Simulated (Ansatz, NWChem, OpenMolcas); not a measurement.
# How basis sets differ on BH (SMILES [BH])

BH: 2 atoms, total charge 0, spin state singlet. SMILES: `[BH]`. The bond length is the measured one.

```xyz
2

B     0.0000    0.0000    0.0000
H     0.0000    0.0000    1.2324
```

Quantity: the electronic atomisation energy, in eV. The values are calculated. Electronic energies at fixed atoms, without zero-point motion or spin-orbit coupling.

| level | kind | program | value (eV) |
| --- | --- | --- | --- |
| HF/STO-3G | Hartree–Fock | OpenMolcas | 3.73 |
| HF/3-21G | Hartree–Fock | OpenMolcas | 2.47 |
| HF/def2-TZVP | Hartree–Fock | Ansatz | 2.67 |
| HF/def2-TZVPPD | Hartree–Fock | NWChem | 2.67 |

The values span 2.47 to 3.73 eV.

The basis-set dependence is not monotonic: the binding drops sharply from STO-3G to 3-21G, then recovers partly to 2.67 eV with both triple-zeta sets. The large minimal-basis value probably reflects an unbalanced description of the fragments. STO-3G fixes hydrogen's 1s function at a contracted, molecule-like size, which penalises the free atom and exaggerates the energy gained on bonding. Splitting the valence shell lets the atoms relax, but 3-21G has no polarisation functions to shift density into the B–H bond, so it binds too weakly.

The agreement between the two larger sets suggests that little basis error remains at the Hartree–Fock level. Yet BH is known to be bound considerably more strongly than 2.67 eV. The shortfall is mainly missing electron correlation, since forming the bond pairs two electrons that were on separate atoms. STO-3G's 3.73 eV lies closer to the true binding energy only because its basis error offsets that omission, so it is no evidence of a better wavefunction.
